A vanadium atom that replaces tin in SnO₂ brings one unpaired electron. How strongly does the spin of that electron act on the nucleus of a tin atom 4.74 Å away, and is the distance enough to tell? The isotropic hyperfine constant A measures this coupling, which splits the lines of an electron spin resonance spectrum. It depends on the spin density exactly at the nucleus, where only s electrons have a sizeable density.

Ansatz 0.2.0, plane waves, PBE, default PAW datasets, scalar-relativistic; cutoff 420 eV; spin-polarised where moments are started, atoms relaxed. Host SnO2, Sn replaced by V, charge +0, supercell of 24 atoms, mesh 4x4x4. 1 unpaired electron(s); A of H = A I.S from the contact spin density alone.

```
atom  like atoms  distance from the defect (Å)  site moment (muB)  mass number  isotropic hyperfine constant (MHz)
  V1           1                          0.01               0.79           51                              -121.5
  O9           2                          1.96              -0.02           17                                 1.4
 O15           4                          1.96              -0.01           17                                 3.1
 Sn2           1                          3.18               0.01          119                             -1842.4
 O11           4                          3.66               0.00           17                                -2.6
 Sn7           2                          3.71               0.00          119                              -332.0
 Sn5           2                          3.71               0.00          119                               -60.7
 O10           2                          3.79               0.01           17                               -11.0
 Sn3           2                          4.74                  ?          119                                   ?
```

The first row: the spin sits on vanadium

The site moment, which is the spin collected in a sphere around the atom, is 0.79 μB on V1. With one unpaired electron in the cell, this fits V⁴⁺ with a single d electron. A d orbital vanishes at its own nucleus, so the electron acts there mainly indirectly: it polarises the inner s shells by exchange. The spin density this leaves at the nucleus is opposite to the spin of the d electron, hence the negative constant. The density functional used here, PBE, tends to make this effect too small.

The oxygen atoms bound to vanadium lie at 1.96 Å, closer than oxygen lies to tin in pure SnO₂, because the atoms were relaxed and drew in around the smaller vanadium ion. These oxygens have constants of only a few MHz. Contact densities this small are uncertain by their own size, so neither their order nor their signs deserve an explanation.

Sn2: a small moment and a huge constant

At 3.18 Å the table jumps to −1842 MHz, although the site moment of Sn2 is only 0.01 μB. The nucleus ¹¹⁹Sn has a negative magnetic moment, so a negative constant here means spin density parallel to the d electron. A full tin 5s electron would give very roughly −44 000 MHz, so about 4% of one is enough. The 5s orbital is diffuse and leaves much of its spin outside the sphere, yet it has a high peak at the nucleus. A small site moment is therefore no sign of a small splitting.

How does a d electron get into a tin 5s orbital? The two orbitals overlap and mix, and the mixing is strong where a lobe of the d orbital points at the tin atom. In rutile, Sn2 is the next metal atom along the c axis, and it shares two oxygen atoms with vanadium. A d orbital with lobes along c passes between these oxygens and points straight at Sn2. The occupied orbital was not printed, so this shape is an inference from the hyperfine constants and from the usual behaviour of a single d electron among six oxygens.

The size of the constant needs a caution. In the crystal a metal atom has two neighbours along c, but the small cell holds only one, which lies equally close to two periodic copies of vanadium. If their tails add, an isolated vanadium would give roughly half the value. PBE also spreads defect states too far, which can exaggerate the mixing.

Sn7 and Sn5: equal distance, unequal coupling

The two tin sets at 3.71 Å settle whether distance is enough. Sn7 has −332 MHz and Sn5 has −61 MHz, more than a factor of five apart. No function of distance alone can produce that. A 1/r³ law, which describes the dipolar coupling between two distant magnets, is no help either: it belongs to the directional part of the hyperfine coupling and not to the contact part listed here.

Direction offers a reason. Besides its lobes along c, the assumed d orbital has a second pair along one diagonal of the basal plane. One set of tins at 3.71 Å lies in the plane of the four lobes, and the other lies in a plane at right angles to it. The small forces left after the relaxation show which is which, since symmetry keeps the force on each of these atoms in its own mirror plane. Sn7 shares its plane with the four O15 atoms, between which the lobes pass, while Sn5 shares its plane with the two O9 atoms. Sn7 therefore lies in the lobe plane, and its larger constant is what the idea demands.

O10, at 3.79 Å, has a constant larger in size than those of the oxygens next to vanadium. In rutile geometry this atom is bound to Sn2. Its spin may well come by way of that tin, although −11 MHz is still a small value with a large uncertainty.

From the lobes to a number

Let z be the distance of a tin atom from vanadium along c, x its distance along the basal diagonal of the lobes, and r the full distance. The angular amplitude of the d orbital towards the tin is

f = (z² − x²) / r²

Spin density goes with the square of the mixing, and overlap fades roughly exponentially with distance. This gives

A = A₀ · f² · exp[−s (r − 3.18 Å)]

A fit to the three known tins gives A₀ = −1842 MHz and s = 1.49 per Å. Sn2 and Sn7 practically fix these two constants, so Sn5 is the only partial test. The model gives it −28 MHz, about half the computed value. Sn5 lies where the lobes are weak, and spin that arrives by other paths would matter most there.

Sn3 lies at 4.74 Å in the basal plane, halfway between two diagonals. Thus z² = 0 and x² = r²/2, so f = −1/2 and f² = 0.25. The extra distance beyond Sn2 is 4.74 − 3.18 = 1.56 Å, and the estimate is

A = −1842 MHz × 0.25 × exp(−1.49 × 1.56) ≈ −45 MHz

My forecast for Sn3 is therefore a negative constant of about −45 MHz, with a range of a factor of four either way, about −11 to −180 MHz. It should be smaller in size than that of Sn7; whether it exceeds that of Sn5 is left open. The site moment should be 0.00 μB, at most 0.01 in size. The range is a judgement, because three atoms cannot supply a statistical error for a step of one ångström beyond the last of them.

Two other readings of the same three tins show how loosely they bind the answer. Decay with distance alone, using the average of Sn7 and Sn5, gives −2.5 MHz. The lobe model with equal relative weight on each tin gives −137 MHz.

The withheld rows as computed:

```
atom  like atoms  distance from the defect (Å)  site moment (muB)  mass number  isotropic hyperfine constant (MHz)
 Sn3           2                          4.74               0.00          119                               -12.6
```

Sn3: inside the range, far from the centre

The computed constant is −12.6 MHz. The sign is as forecast, the size is below that of Sn7, and the value falls inside the range, but only just. The central estimate is 3.6 times too strong. The site moment is 0.00 μB, as forecast. Of the two other readings, decay with distance alone is about five times too weak, and the lobe model with equal relative weight is about eleven times too strong. The forecast is thus the closest of the three as a ratio, but distance alone is the closest in MHz.

The question left open has an instructive answer. Sn3 has about a fifth of the constant of Sn5, whereas the lobe model puts Sn3 ahead. The model is thus too strong for one atom and too weak for the other. A faster decay would improve Sn3 but make Sn5 worse, so the fault lies in the picture and not just in its constants.

The crystal structure suggests what is missing. Sn2 shares two oxygen atoms with vanadium, each tin at 3.71 Å shares one, and Sn3 shares none. A shared oxygen can carry spin to a tin atom, and Sn3 lacks this bridge. For Sn5, however, the bridge needs help. Its shared oxygen is O9, which lies on the axis at right angles to the lobe plane, and there the assumed d orbital has no net overlap with the s and p orbitals of oxygen.

The true orbital is expected to be less pure. In rutile the directions to the four O15 atoms lie closer to c than to the basal diagonal. To avoid these atoms, the orbital should take up a little of a second d orbital, one with lobes towards O9. This would strengthen the coupling to Sn5 and Sn7 relative to Sn2. The fit would then need a faster decay, which would weaken Sn3. This explanation came after the result, and the table has no separate test of it.

The computed value has its own uncertainty. A contact density as small as that at Sn3 may be wrong by its own size, so even the correct sign is weak support for the model. Sn3 also lies equally close to two copies of vanadium, like the other tins. Spin-orbit coupling is left out, the cell remains under large pressure, and overlap at this range is sensitive to how closely the atoms are packed.

For the tins in this table, then, distance gives the order of the constants but not their size: they weaken from each distance to the next, yet two sets at the same distance differ more than fivefold. The direction of the orbital that holds the spin is a likely reason for that split. Shared oxygens may matter too, but their number falls as the distance grows, so this table cannot separate their effect from that of distance. The output below gives the fit to the three known tins; its zero predictions for vanadium and oxygen have no meaning, because the model describes tin alone.

The analysis program printed:

```
distance of the body-centre tins expected from a and c, angstrom: 3.71
squared lobe amplitude at Sn7 (Sn2 is 1): 0.4
squared lobe amplitude at Sn5: 0.03374
squared lobe amplitude at Sn3: 0.25
fit of A on 3 rows (tin > 0): coefficient of lobe*exp(-s*(r - c_lat)) -1842 +/- 32, s 1.49; rms 18.8, worst Sn5 32.5, leave-one-out rms 455
  rows outside the fit (model, value, miss): V1 0, -121.5, 122; O9 0, 1.4, -1.4; O15 0, 3.1, -3.1; O11 0, -2.6, 2.6; O10 0, -11, 11; Sn3 -45.1, -12.6, -32.5
lobe model for Sn7, MHz: -334.7
lobe model for Sn5, MHz: -28.22
forecast for Sn3, MHz: -45.1
forecast range, weak end, MHz: -11.27
forecast range, strong end, MHz: -180.4
rival for Sn3, decay with distance alone, MHz: -2.531
rival for Sn3, lobe model with equal relative weights, MHz: -137.5
mean A at 3.71 angstrom over A of Sn2, computed: 0.1066
the same ratio from a 1/r^3 law: 0.6297
ratio of A, Sn7 to Sn5: 5.47
ratio of A, Sn2 to Sn7: 5.549
A of Sn2 as share of a full 5s electron, percent: 4.187
contact spin density at Sn2 over that at V1: -10.43
```
